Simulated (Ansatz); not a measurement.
## HfB: pressure against volume per atom

Periodic Kohn-Sham DFT of a crystal at fixed atoms; pressure and stress are positive in compression; the energy is the free energy less that of spherical unpolarised free atoms; site moments are those in the method's own spheres, positive along +z. The results are calculated, by Ansatz 0.2.0.

Cell of the first row (space group Fm-3m, No. 225):
```
CELL_PARAMETERS angstrom
0.00000 2.26280 2.26280
2.26280 0.00000 2.26280
2.26280 2.26280 0.00000
ATOMIC_POSITIONS crystal
Hf 0.50000 0.50000 0.50000
B 0.00000 0.00000 0.00000
```

Settings of every row: method frozen-core PAW; functional LDA; relativity scalar; k mesh 15x15x15; filling fermi-dirac; smearing width 0.05 eV; wave cutoff 420 eV; paw set soft_2.

Atom start moment: 0 on all atoms.

Limits: PAW files made with PBE; no spin-orbit coupling on heavy atoms.

```
row  volume per atom (Å³)  pressure (GPa)
  1                11.587          35.857
  2                11.833          29.435
  3                 12.08          23.572
  4                12.203          20.834
  5                12.326          18.218
  6                 12.45               ?
  7                12.573          13.325
  8                12.819           8.855
  9                13.066           4.768
```

Question: what pressure should row 6 give?

Worked fit of pressure. Take u = (V_r/V)^(2/3) − 1 with V_r = 12.264 Å³ an atom, which is twice the finite (Eulerian) strain; such expansions in the strain, on which the Birch-Murnaghan equation of state is built, carry the rest volume and the bulk modulus. The shown rows have u = 0.03858, 0.02414, 0.01013, 0.00333, -0.00336, -0.01645, -0.02908, -0.04135. Least squares give pressure = 19.5237 + 391.088 × u + 830.92 × u² GPa; a straight line predicts inner rows, each left out in turn, worse (root mean square 0.42 against 0.0093 GPa). The rows lie off it by 0.008, -0.014, 0.001, -0.001, -0.001, 0.010, 0.001, -0.005 (root mean square 0.007 GPa). The withheld row has u = -0.00998, so the fit gives 19.5237 + 391.088 × (-0.00998) + 830.92 × (-0.00998)² = 15.703 GPa.

The calculation gave 15.716 GPa. The fit lies 0.013 GPa (0.042 % of the column's range) below it; its largest miss of a shown row is 0.014 GPa.
